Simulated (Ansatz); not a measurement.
## W3Si2: energy along a strain

W3Si2, P4/mbm, a = 6.630 Å, c = 3.312 Å (as given, not relaxed at this level: 0.0 GPa, forces to 0.02 eV/Å). The structure is a Materials Project entry; whether it is the stable form wasn't checked. Ansatz: PBE, PAW, 420 eV, Γ-centred 6×6×12 mesh on 10 atoms, Gaussian smearing 0.15 eV; no spin polarisation. Cell vectors (Å): 6.630 0.000 0.000; 0.000 6.630 0.000; 0.000 0.000 3.312. The cell is strained by x per cent times the pattern (1 1 0 0 0 0) in the order xx yy zz yz xz xy (engineering shears), with fractional coordinates held. y is the free energy over the start, V0 = 14.560 Å³/atom.

```tsv
x (%)	y (meV/atom)
-2.00	21.57
-1.50	11.91
-1.00	5.17
-0.50	1.24
0.00	0.00
0.50	1.33
1.00	5.13
1.50	?
1.75	15.22
2.00	19.71
```

Fit y = c1 x + c2 x² + c3 x³ to the other rows, get the stiffness along the pattern, and predict the missing energy.

Least squares on the rows shown. y = 0.12847 x + 5.1584 x² − 0.14851 x³. The clamped-ion stiffness p·C·p = 2 × 51.58 eV × 160.2 / 14.560 Å³ = 1135 GPa (second derivative at the start, which stands under stress). At x = 1.50 the fit asked for gives 11.30 meV/atom. The run gave 11.29 meV/atom, so the fit is 0.01 meV/atom too high, within twice the rms miss on the fitted rows (0.006 meV/atom).

Spin–orbit coupling is left out, which can shift energies with elements as heavy as these.

The in-plane response is stiff and nearly harmonic. The 1135 GPa belongs to equal stretching along both a axes at fixed c, and in a tetragonal crystal equals twice the sum C11 + C12, so it is neither a Young's modulus nor a bulk modulus. Such resistance is expected where W 5d states near half filling give strong metal–metal bonding, probably reinforced by W d–Si p hybridisation.

Compression costs more than equal expansion from 1.00 % upwards, as the negative cubic term requires: overlap repulsion steepens as atoms approach, while bonding weakens more gradually on stretching. The pair at 0.50 % runs the other way because the small linear term still outweighs the cubic one there.

This strain keeps the tetragonal symmetry, yet W and Si sites in this space group can have free in-plane coordinates; letting them relax could only lower the stiffness, making the value an upper bound within this model. The accurate prediction at 1.50 % is an interpolation and doesn't test the cubic form at larger strains.
